## Four hidden vibrations in a zirconium titanium oxide

A crystal vibration that is five times slower than another, and equally bright in the infrared, adds twenty-five times as much to the static permittivity. Brightness and dielectric importance are therefore different things, and a list of vibrations has to be read with both in mind. The list below belongs to a small oxide cell, with four of its levels covered. How much can the uncovered levels tell about the covered ones?

Zone-centre optical modes of ZrTi3O8 (12-atom orthorhombic cell, space group Pmm2, a = 3.698, b = 6.305, c = 5.553 Å), one mode per row, without the longitudinal term. Computed with Ansatz 0.2.0 by density-functional perturbation theory with PBEsol, plane-wave PAW, a cutoff of 420 eV, a 6×4×4 k mesh and fixed occupations, without spin polarisation.

| row | phonon frequency (cm⁻¹) | phonon infrared intensity ((debye/Å)²/amu) |
| --- | --- | --- |
| 1 | 85.1 | 8.88 |
| 2 | ? | ? |
| 3 | 114.7 | 0 |
| 4 | 135.1 | 17.4 |
| 5 | 172.9 | 1.41 |
| 6 | 173.8 | 48.3 |
| 7 | 176.1 | 0.542 |
| 8 | 189.5 | 3.81 |
| 9 | 238.3 | 0 |
| 10 | 241.4 | 0 |
| 11 | 243.3 | 5.07 |
| 12 | 263.2 | 0.092 |
| 13 | 272.2 | 1.79 |
| 14 | 285.4 | 0.033 |
| 15 | 331.6 | 0.050 |
| 16 | 333.3 | 5.29 |
| 17 | 376.6 | 1.71 |
| 18 | 404.3 | 134 |
| 19 | 412.0 | 2.07 |
| 20 | 445.9 | 61.0 |
| 21 | 455.7 | 138 |
| 22 | 471.1 | 0 |
| 23 | ? | ? |
| 24 | 507.0 | 0.013 |
| 25 | 543.6 | 17.2 |
| 26 | ? | ? |
| 27 | 583.2 | 0.007 |
| 28 | 591.5 | 2.53 |
| 29 | ? | ? |
| 30 | 662.3 | 3.42 |
| 31 | 676.8 | 0.012 |
| 32 | 739.7 | 19.1 |
| 33 | 778.7 | 2.29 |

The phonon frequency is that of a vibration in which every cell of the crystal moves alike. The infrared intensity measures how strongly this motion changes the electric dipole of the cell. Twelve atoms have 36 ways to move, three of which shift the whole crystal, so 33 vibrations remain. The table lists them in order of frequency. The cell was built as a tetragonal host, but the relaxed cell is orthorhombic, with three unequal edges, so its symmetry doesn't require any two vibrations to share a frequency.

### Where the hidden frequencies lie

Because the list is sorted, a hidden frequency lies between its two neighbours. That follows from the ordering and involves no physics. The open question is where in the gap it sits. If any place is equally likely, the best forecast is the midpoint, and the standard deviation is half the gap divided by $\sqrt{3}$.

For row 2 the neighbours lie at 85.1 and 114.7 cm⁻¹. The midpoint is $(85.1+114.7)/2 = 99.9$ cm⁻¹. Half the gap is 14.8 cm⁻¹, and division by $\sqrt{3}$ leaves an error bar of about 9 cm⁻¹. The same steps give four forecasts:

- row 2: 100 ± 9 cm⁻¹
- row 23: 489 ± 10 cm⁻¹
- row 26: 563 ± 11 cm⁻¹
- row 29: 627 ± 20 cm⁻¹

Such a bar should catch its value in about 58 % of cases, so two or three hits out of four are expected. The known levels support the assumption behind it. In 20 overlapping triples of known neighbours, the middle level lies within the bar 60 % of the time.

A smoother picture would be a ladder with evenly spaced rungs. A straight line through the 29 known frequencies against row number has a typical misfit of 23 cm⁻¹, and it places two of the four hidden levels outside their known neighbours. The local gaps are the better guide.

### What makes a vibration bright

When atoms move, each carries an effective charge with it, and the dipole of the cell changes by the sum of charge times displacement. If the positive ions all move one way and the negative ions the other, the contributions add and the vibration is bright. If the contributions cancel, it is dim. Neighbouring frequencies can belong to quite different motions. Rows 5 and 6, for example, almost coincide in frequency, yet one is more than thirty times as bright as the other.

Symmetry can make the cancellation exact. This cell has two mirror planes that cross in a twofold axis. A vibration that changes sign under both mirrors, called A2, can't produce a dipole in any direction. A printed zero may have this cause, but it may also be a small intensity that was rounded down.

The number of such silent vibrations follows from where the atoms sit. An atom on a twofold axis contributes none, a pair of atoms on a mirror contributes one, and a quartet in general positions contributes three. The effective charges computed in the same run show six atoms without a partner, which must sit on axes, and three pairs related by a mirror. That makes three silent vibrations, so the four known zeros can't all be silent by symmetry. Row 9 is an exception: with more digits, its intensity is 0.0003.

Symmetry doesn't fix the intensity of an allowed vibration, so the forecast for it must be broad. Each hidden row is given the median of the known intensities, about 2 (debye/Å)²/amu, with a range from 0 to 20. That range covers 25 of the 29 known rows. Since four of those 29 print zero, at most one zero is expected among the hidden four.

### Why slow vibrations matter most

In a static electric field, a vibration behaves like a loaded spring. The force on it is proportional to its dipole change, and the resulting displacement is that force divided by the square of the frequency. The displacement then produces a dipole, which brings in the dipole change a second time. The contribution to the static permittivity, summed over the three crystal axes, therefore goes as

$$
w = \frac{I}{\tilde\nu^{2}},
$$

where $I$ is the infrared intensity and $\tilde\nu$ the phonon frequency. The frequencies in the table leave out the longitudinal term, the extra stiffness from the electric field that a polar vibration can set up, and this is the kind that the formula needs.

Rows 1 and 18 show what this does. Row 18 is one of the two brightest vibrations in the table, and row 1 has only $8.88/134 \approx 0.066$ of its intensity. But row 1 is slower, which multiplies its weight by $(404.3/85.1)^2 \approx 23$. The product is 1.5, so the dim vibration contributes half as much again as the bright one.

The same holds for the known list as a whole. Vibrations below 200 cm⁻¹ have about 17 % of the known intensity but 65 % of the known dielectric weight. Of the hidden rows, row 2 is thus the one whose intensity matters most: at the forecast frequencies, a given intensity there counts about 24 times as much as in row 23.

### The computed values

The withheld rows as computed:

| row | phonon frequency (cm⁻¹) | phonon infrared intensity ((debye/Å)²/amu) |
| --- | --- | --- |
| 2 | 90.0 | 17.9 |
| 23 | 497.7 | 0 |
| 26 | 566.6 | 0.011 |
| 29 | 613.5 | 6.68 |

Three of the four frequencies fall within their error bars, in line with the two or three expected. The exception is row 2, which lies 9.9 cm⁻¹ below the midpoint, just outside its bar. A miss of this size is ordinary if levels are scattered at random between their neighbours. It calls for no special cause.

The intensities all lie in the forecast range, and one of them prints zero. The range was so wide, however, that this is a modest success. Rows 23 and 26 would both be invisible in a measured infrared spectrum. The 0.011 of row 26 points to an allowed vibration whose dipole contributions nearly cancel. Row 23 may be silent by symmetry, but the full table has five zeros and only three silent vibrations, so its zero could also be a near-cancellation.

Row 2 is where the forecast falls short in a way that matters. Its intensity of 17.9 is inside the range but almost nine times the median. Its lower frequency adds another factor of $(99.9/90.0)^2 \approx 1.2$. Together they make its dielectric weight about eleven times what the central forecast implied.

This one vibration supplies about 27 % of the total weight, more than any other in the table. In the computed permittivity, the vibrations together add about 51 along a, 79 along b and only 6 along c. A share as large as that of row 2 can't lie along c, so this vibration must act along a or b. Yet it has less than a seventh of the intensity of row 18. Someone who judged the permittivity of this cell by its strongest absorption bands would look near 400 to 460 cm⁻¹ and overlook the largest single contribution. With row 2 included, the vibrations below 200 cm⁻¹ supply 27 % plus 65 % of nearly all the rest, or about three quarters of the total.

That concentration also makes the permittivity delicate. Because the frequency enters squared, an error of 10 % in a soft vibration changes its contribution by about 20 %. Soft polar vibrations in titanates are known to respond strongly to the cell volume and to the density functional, so row 2 is the first value to recheck before the permittivity averaged over directions is used. The run also combined PBEsol with PAW datasets made for PBE, an uncertainty that isn't tested here. The cell itself may be a hypothetical arrangement, and real frequencies at the zone centre don't establish that it is stable.

### What the total brightness reveals

Single intensities are hard to foresee, but their sum has a simple meaning. Added over all vibrations, the motions drop out, and what remains is the sum of the squared effective charges, each divided by the mass of its atom. With the formal charges +4 for the metals and −2 for oxygen, this sum would be about 220 (debye/Å)²/amu. The 29 rows known at the start already reach 474.

The effective charges must therefore exceed the formal ones by a factor of at least $\sqrt{474/220} \approx 1.5$, as a root-mean-square average in which each atom is weighted by its squared formal charge over its mass. The usual explanation in titanates is covalent bonding: when a metal–oxygen distance changes, electrons shift along the bond and add to the dipole made by the moving ions. The sum doesn't tell where the excess lies, but the effective charges from the same run do. Those of the metals are 5.2 to 7.5 along a and b, yet close to the formal +4 along c. Each oxygen has one large charge, between −3.8 and −5.5, along either a or b, and clearly smaller ones along the other two axes. Such a strong dependence on direction is what one expects if electrons shift along particular bonds. The smaller charges along c also lower the permittivity in that direction, but they explain only part of the difference. Squared and divided by the masses, the charges differ less between the axes than the vibrational permittivity does, so the polar vibrations along c must also be faster on the whole.

For a related oxide, the same reading applies. Symmetry first removes the silent vibrations, and the dipole change then ranks the others by brightness. Division by the squared frequency turns that ranking into one for the permittivity, in which a slow vibration of moderate brightness can come first.

Output of the analysis:

```
Known triples used to test the midpoint rule: 20
Their rms distance from the midpoint in half-gaps (flat chance gives 0.577): 0.604
Share of them within 0.577 half-gap in percent: 60
fit of phonon_frequency on 29 rows: coefficient of n 20.65 +/- 0.48, constant 33.53 +/- 9.1; rms 23.2, worst 33 -63.8, leave-one-out rms 25.7
  rows outside the fit (model, value, miss): 2 74.83, 90, -15.2; 23 508.4, 497.7, 10.7; 26 570.4, 566.6, 3.79; 29 632.3, 613.5, 18.8
Ladder forecasts that respect the known neighbours (of 4): 2
Midpoint forecasts for rows 2 23 26 29 in cm-1: 99.9, 489.1, 563.4, 626.9
Error bars for rows 2 23 26 29 in cm-1: 8.545, 10.36, 11.43, 20.44
Computed frequencies of rows 2 23 26 29 in cm-1: 90, 497.7, 566.6, 613.5
Computed less midpoint forecast in cm-1: -9.9, 8.65, 3.2, -13.4
Frequencies within the error bar (of 4): 3
Median known intensity in (debye/A)^2/amu: 2.07
Known rows with intensity up to 20: 25
Known rows printed as zero intensity: 4
Computed intensities of rows 2 23 26 29 in (debye/A)^2/amu: 17.9, 0, 0.011, 6.68
Intensity sum from formal charges in (debye/A)^2/amu: 219.9
Intensity sum of the known rows in (debye/A)^2/amu: 474
Least rms charge enhancement over formal from known rows: 1.468
Share of known intensity below 200 cm-1 in percent: 16.95
Share of known dielectric weight below 200 cm-1 in percent: 65.43
Dielectric weight of row 1 over row 18: 1.496
Weight per unit intensity at forecast row 2 over forecast row 23: 23.96
Share of rows 2 23 26 29 in the full dielectric weight in percent: 26.74, 0, 0.0004146, 0.2148
```
